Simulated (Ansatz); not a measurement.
## La3AlN: energy above lowest point against volume scale

Free energy against uniform scaling of the volume at fixed shape and fractions; periodic cell, basis, potentials, k mesh and filling as listed. The results are calculated, by Ansatz 0.2.0.

The cell before it is scaled or strained (space group Pm-3m, No. 221):
```
La3AlN
1.0
      5.0975     0.0000     0.0000
      0.0000     5.0975     0.0000
      0.0000     0.0000     5.0975
La Al N
3 1 1
Direct
  0.50000 0.50000 0.00000
  0.00000 0.50000 0.50000
  0.50000 0.00000 0.50000
  0.00000 0.00000 0.00000
  0.50000 0.50000 0.50000
```

Settings of every row: functional LDA; dispersion none; potentials PAW; wave cutoff 517.02 eV; density cutoff 2068.1 eV; k mesh 5x5x5; k shift 0x0x0; occupations gaussian; smearing width 0.1 eV; spin none; SCF threshold exponent -10.

Limits: coarse k mesh, up to 40 meV an atom off; odd electron count without spin; the cell comes from a prototype or a list of computed structures and needn't be the stable phase.

```
row  volume scale  V (Å³/atom)  energy above lowest point (meV/atom)
  1           0.9       23.842                                   8.4
  2         0.925       24.504                                     0
  3          0.95       25.167                                   0.3
  4         0.975       25.829                                   8.4
  5             1       26.491                                  23.2
  6         1.025       27.153                                     ?
  7          1.05       27.816                                  70.1
  8         1.075       28.478                                 100.8
  9           1.1        29.14                                 135.6
```

Question: what energy above lowest point should row 6 give?

Worked fit of energy above lowest point. Take u = (V_r/V)^(2/3) − 1 with V_r = 26.16 Å³ an atom, which is twice the finite (Eulerian) strain; such expansions in the strain, on which the Birch-Murnaghan equation of state is built, carry the rest volume and the bulk modulus. The shown rows have u = 0.06381, 0.04456, 0.02613, 0.00853, -0.00835, -0.04009, -0.05503, -0.06939. Least squares give energy above lowest point = 14.99 − 880.7 × u + 12265 × u² − 1297 × u³ meV/atom; a parabola predicts inner rows, each left out in turn, worse (root mean square 0.092 against 0.03 meV/atom). All shown rows lie on it to the printed digit. Its lowest point lies at u = 0.0361, or V = 24.8 Å³ an atom, and the curvature there gives the bulk modulus at fixed shape and fractions, B = (4/9)(1 + u)² E″(u)/V = 74.7 GPa. The withheld row has u = -0.02453, so the fit gives 14.99 − 880.7 × (-0.02453) + 12265 × (-0.02453)² − 1297 × (-0.02453)³ = 44.0 meV/atom.

The calculation gave 44 meV/atom. The fit meets it to the printed digit.
